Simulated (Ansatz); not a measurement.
Abstraction of Cl: SnCl4 + C2H5Si → SnCl3 + C2H5ClSi

Species: SnCl4 (tin tetrachloride) `[Cl][Sn]([Cl])([Cl])[Cl]`, singlet; C2H5Si `C=C[SiH2]`, doublet; SnCl3 `[Cl][Sn]([Cl])[Cl]`, doublet; C2H5ClSi `C=C[SiH2]Cl`, singlet. A radical takes Cl: the energy is the difference in strength between the Sn–Cl bond broken and the Si–Cl bond made.

Shapes, held fixed at every level: PBE0-D4/def2-TZVP. Flexible molecules stand in one conformer, not always the lowest. Programs: Ansatz 0.2.0. Electronic energies: no zero-point or thermal term.

Estimate ΔE of this reaction.

B2PLYP/def2-TZVPP gives ΔE = -120.1 kJ/mol; the levels span -121.4 to -93.9. The median of the levels is -113.7. No measured value is set beside it here. Spin contamination: C2H5Si (⟨S²⟩ up to 0.90). Open shells run unrestricted unless RO is named. For atoms past krypton def2 sets carry core potentials with scalar relativity. Correlated rows may include outer-core shells of Sn, which these sets cover unevenly.

```
                level                    kind  ΔE (kJ/mol)
          HF/def2-SVP            Hartree–Fock        -93.9
  B3LYP-D4/def2-TZVPP           global hybrid       -121.4
  BHLYP-D4/def2-TZVPP           global hybrid       -114.7
   PBE0-D4/def2-TZVPP           global hybrid       -110.8
r2SCAN0-D4/def2-TZVPP           global hybrid       -108.9
   wB97M-V/def2-TZVPP  range-separated hybrid       -121.4
   wB97X-V/def2-TZVPP  range-separated hybrid       -112.6
    B2PLYP/def2-TZVPP           double hybrid       -120.1
```

Chlorine transfer from tin to silicon is clearly downhill at every level, so the Si–Cl bond formed is stronger than the Sn–Cl bond broken. Both bonds are polar, but silicon's compact valence orbitals overlap better with chlorine 3p than the diffuse 5s and 5p orbitals of tin. Losing chlorine from SnCl4 also takes tin out of its tetravalent state, which is less strongly favoured for tin than for silicon because the 5s electrons are held tightly relative to the bonding they provide. Conjugation with the vinyl group probably stabilises the silyl radical slightly, which would reduce the driving force without overturning it.

The sign is secure, the exact magnitude less so: the density-functional results run from -121.4 to -108.9 kJ/mol, and the share of exact exchange alone doesn't order them, since BHLYP falls between B3LYP and PBE0. The Hartree–Fock value stands apart, probably through missing correlation combined with its smaller basis. A favourable reaction energy doesn't establish a low barrier to abstraction.
